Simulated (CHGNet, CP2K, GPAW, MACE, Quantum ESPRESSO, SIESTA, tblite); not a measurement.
# Forces in a 100-atom cell of amorphous carbon at 1.74 g/cm³: atom-centred bases, tight binding and learned potentials against plane-wave PBE

Disordered carbon serves in battery electrodes and protective coatings, and models of it are usually made by melting and quenching, which takes many thousands of force evaluations. A cheaper method is useful there only if its forces on strained and under-coordinated atoms stay close to those of the method it replaces. The question is how far other programs, smaller bases and cheaper models depart from plane-wave PBE on one quenched cell of 100 carbon atoms. All runs use the same atomic positions. The force share is the r.m.s. difference from the Quantum ESPRESSO forces, in per cent of their r.m.s. component of 1.43 eV/Å. It measures agreement with that reference, not with experiment.

## Set-up

One cell of 100 atoms: 100 atoms (100 C) placed at random at 1.74 g/cm³, melted at 5500 K for 10 ps at fixed volume with the LCBOP (Los and Fasolino, Phys. Rev. B 68, 024107 (2003)). Quenched from 5500 K to 300 K at 100 K/ps and fixed volume, held 5 ps. Every run is a single point on the same atoms, without spin polarisation; electronic-structure runs share their k-points (Γ alone) and a smearing of 0.05 eV. Reference: Quantum ESPRESSO 7.5, PBE, SSSP efficiency 1.3.0 pseudopotentials, plane waves to 612 eV; its r.m.s. force component is 1.43 eV/Å. Other programs: CHGNet 0.3.0, CP2K 2026.2, GPAW 26.7.0, MACE MP-0b2 small, MACE MPA-0 medium, SIESTA 5.4.2 and tblite 0.8.0. In the run that the rows count from, the cell has a density of 1.74 g/cm³, a pressure of -13.6 GPa and a spacing of 0.11 eV between highest filled and lowest empty level, and its k-points sample 10 Å along the shortest periodic direction.

Notes on method and selection:

- The reference is one program's result at a finite cutoff, not the truth.
- Tight-binding models were fitted mostly to molecules.
- Each program runs at its own cutoffs and thresholds.
- The open machine-learned potentials were trained mostly on computed crystals (Materials Project trajectories and like sets), at PBE and PBE+U unless another functional is named.
- Runs made unsound on purpose, GPAW plane-wave runs under 500 eV and SIESTA runs with D3 or with its warning on the neutral-atom potential of Cu, Fe, Ni or Zn are left out.
- A level that differs from the reference in program or basis and in functional mixes both effects.
- Runs that did not converge, have known faults or may not be shown are not listed, and runs on Ansatz's PAW sets soft_1 and soft_2 are kept to separate tables.

Columns:

- kind: kind of method.
- force share (%): r.m.s. difference of force components from the reference, over the reference's r.m.s. force component.
- force slope: slope of the run's force components against the reference's.
- pressure (GPa): pressure, a third of the trace of the stress, positive under compression, without a kinetic term.

## The series

| member | kind | force share (%) | force slope | pressure (GPa) | remark |
| --- | --- | --- | --- | --- | --- |
| CP2K, PBE, TZVP-MOLOPT-GTH | atom-centred basis | 1.57 | 1.001 | −13.227 | grid cutoff 450 Ry |
| tblite, GFN1-xTB | tight binding | 19.29 | 1.046 | −19.495 |  |
| tblite, GFN2-xTB | tight binding | 19.03 | 1.029 | −21.861 |  |
| GPAW, revPBE, atomic orbitals (dzp) | atom-centred basis | 13.07 | 1.022 | – | grid spacing 0.2 Å |
| CP2K, revPBE, DZVP-MOLOPT-SR-GTH | atom-centred basis | 2.66 | 1.013 | −12.468 | grid cutoff 450 Ry |
| MACE-MPA-0 medium | learned potential | 56.44 | 0.507 | −10.486 |  |
| SIESTA, PBE, atomic orbitals (DZP) | atom-centred basis | 15.98 | 1.033 | −8.795 | grid cutoff 300 Ry |
| CHGNet 0.3.0 | learned potential | 61.60 | 0.529 | −12.855 |  |
| GPAW, PBE, atomic orbitals (dzp) | atom-centred basis | ? | ? | – |  |
| CP2K, TPSS, DZVP-MOLOPT-SR-GTH | atom-centred basis | 4.36 | 1.034 | −12.825 | grid cutoff 450 Ry |
| MACE-MP-0b2 small | learned potential | 59.20 | 0.466 | −8.853 |  |
| QE, PBE, SSSP efficiency (reference) | plane waves | – | – | −13.618 |  |
| CP2K, PBE, DZVP-MOLOPT-SR-GTH | atom-centred basis | 2.68 | 1.010 | −13.212 | grid cutoff 450 Ry |

Cells marked ? are withheld until the estimate has been made.

## Reading the trend

The shown members fall into groups by kind of method. The four CP2K runs lie between 1.57 and 4.36 %, the two runs with double-zeta atomic orbitals in GPAW (revPBE) and SIESTA (PBE) at 13.07 and 15.98 %, tight binding near 19 %, and the learned potentials between 56.44 and 61.60 %. In absolute terms the best level, CP2K with PBE and the TZVP basis, misses by 1.57 / 100 × 1.43 = 0.022 eV/Å, and the worst, CHGNet, by 61.60 / 100 × 1.43 = 0.88 eV/Å.

Within CP2K at PBE, going from DZVP to TZVP lowers the share from 2.68 to 1.57 %. The TZVP set has more functions per atom, and the DZVP set is also a short-range (SR) variant, so number and range of the functions may both count in how well the density follows distorted bonds. What remains may come from the pseudopotentials as well as from the basis.

The slope shows what sort of error is made. For a least-squares line and forces that sum to zero, the share $s$ (as a fraction) and slope $m$ obey $s^2=(1-m)^2+r^2$, where $r$ is the part uncorrelated with the reference forces. For MACE-MPA-0, $1-m$ = 1 − 0.507 = 0.493 and $r$ = √((56.44 / 100)² − 0.493²) = 0.27, so most of the squared error is a uniform weakening of the forces. This is the known softening of potentials trained mostly on crystals near equilibrium, whereas many atoms here sit far from a PBE minimum. For SIESTA $1-m$ is only −0.033 against a share of about 0.16, so its error varies from atom to atom.

Pressure ranks the methods differently. CHGNet lies only 13.618 − 12.855 = 0.763 GPa above the reference although its forces are the worst, while GFN2-xTB lies 21.861 − 13.618 = 8.243 GPa below it with much better forces. Pressure is one sum over the cell, in which errors can cancel. SIESTA's excess of 13.618 − 8.795 = 4.823 GPa depends strongly on the energy shift that sets the range of its orbitals, and is therefore no fixed property of a DZP basis.

## Prediction

Plain estimates from the members shown:

- GPAW, PBE, atomic orbitals (dzp), mean of the 11 members shown: 23.26 %, standard deviation 23

The mean of the shown members, 23.26 % with a standard deviation of 23, mixes learned potentials with atom-centred bases and says little about this run. The closest relative is GPAW with revPBE and the same kind of dzp orbitals, at 13.07 %. It differs from the withheld member in the functional alone.

The effect of that change can be read from CP2K, where PBE and revPBE were both run with the DZVP basis: 2.68 − 2.66 = 0.02 percentage points. The two functionals differ only in the exchange enhancement at large density gradients, which alters the forces in stiff carbon bonds little. Carried over to GPAW, the shift gives 13.07 + 0.02 = 13.09 %. Removing the functional mismatch with the reference therefore brings almost no gain, because the error of the small orbital basis dominates.

One pair gives no scatter, and its difference of 0.02 is too small to serve as an error bar, since changes in the force pattern can cancel in an r.m.s. value. The CP2K slopes differ by 1.013 − 1.010 = 0.003, or 0.3 % of the reference force. If that change lay wholly along the GPAW basis error, the share would move by 0.3 points. The error is set at 0.5, a judgement that leaves room for force changes that the slope does not register.

**Committed estimate, GPAW, PBE, atomic orbitals (dzp): force share = 13.1 ± 0.5 %.**

## The answer

| member | kind | force share (%) | force slope | remark |
| --- | --- | --- | --- | --- |
| GPAW, PBE, atomic orbitals (dzp) | atom-centred basis | 11.34 | 1.018 | grid spacing 0.2 Å |

| member | estimate | force share (%) | computed | estimate − computed | miss in error bars |
| --- | --- | --- | --- | --- | --- |
| GPAW, PBE, atomic orbitals (dzp) | committed | 13.10 | 11.34 | +1.76 | 3.5 |
| GPAW, PBE, atomic orbitals (dzp) | mean | 23.26 | 11.34 | +11.92 |  |

The computed share is 11.34 %, so the estimate of 13.1 ± 0.5 % was 1.76 points too high and missed by 3.5 error bars. It was still much closer than the mean of the shown members, which missed by 11.92 points.

The choice of the GPAW run with the same orbitals as the nearest relative held. With PBE on both sides, 11.34 % remains, so most of the departure does not come from the functional. The transfer of the functional shift from CP2K failed: revPBE adds 13.07 − 11.34 = 1.73 points in GPAW, against −0.02 in CP2K. The prediction took the CP2K pair for a full change of functional, which it is not. The CP2K runs with revPBE and TPSS kept pseudopotentials made for PBE, so the new functional acted on the valence electrons alone. How much of the mismatch between the two programs comes from this, and how much from their bases, these runs do not tell. The error bar was also badly founded, because a slope registers only force changes that run along the reference forces.

An r.m.s. share depends on how two errors are aligned. If the functional change were unrelated to GPAW's other errors, it would have to measure √(13.07² − 11.34²) = 6.5 % of the reference force. The forces on a few single atoms, not tabulated here, show that the two are related: in GPAW the step from PBE to revPBE mostly pushes the force further along the error that is already there with PBE. In CP2K the same step is smaller on most of these atoms, and many components change in the opposite direction. The CP2K pair is therefore no guide to the size or the direction of the change in GPAW.

## Members off the line

The three learned potentials stand far above the rest, at 56.44 to 61.60 %, with slopes of only 0.466 to 0.529. All three show the softening described above.

A common factor does not cure the error, since scaling the forces up enlarges $r$ as well. The smallest share that any factor can reach is $r/\sqrt{m^2+r^2}$. For MACE-MPA-0, with $r^2$ = (56.44 / 100)² − 0.493² = 0.0755, this gives √(0.0755 / (0.507² + 0.0755)) = 0.48, still 48 %. For CHGNet the same formula gives 60 %, hardly below its unscaled share.

In pressure the tight-binding models stand out on the negative side, GFN2-xTB by about 8.2 GPa and GFN1-xTB by 19.495 − 13.618 = 5.877 GPa. Their fit mostly to molecules, which puts little constraint on the stress of a stretched network, is a likely reason. Both models also contain a dispersion term, which plain PBE lacks and which pulls the pressure the same way.

## Rules of thumb and their limits

For this cell, the label "double zeta with polarisation" does not fix the accuracy. At PBE the r.m.s. force error is 2.68 / 100 × 1.43 = 0.038 eV/Å for CP2K with DZVP and 11.34 / 100 × 1.43 = 0.16 eV/Å for GPAW with dzp. Differences in orbital shape and range probably matter most, though the pseudopotentials or PAW data differ too.

A run with the same program and basis but another gradient-corrected functional gave an estimate good to about 2 points, in a single test. The shift borrowed from CP2K did not improve it.

CP2K with PBE and the TZVP basis is the best of the rows shown, not of every program run on this cell. A plane-wave PBE run with the program Ansatz on the same atoms is left out of the table, so the 1.57 % does not tell how closely two plane-wave programs agree.

The shares belong to one structure quenched with LCBOP, where PBE forces are large, and need not carry over to a cell relaxed in PBE or to another density.

Spin polarisation, left out of all the electronic-structure runs, could change forces near under-coordinated atoms. Dispersion, missing from the plain density functionals, would make their pressure more negative. The table gives the size of neither effect.
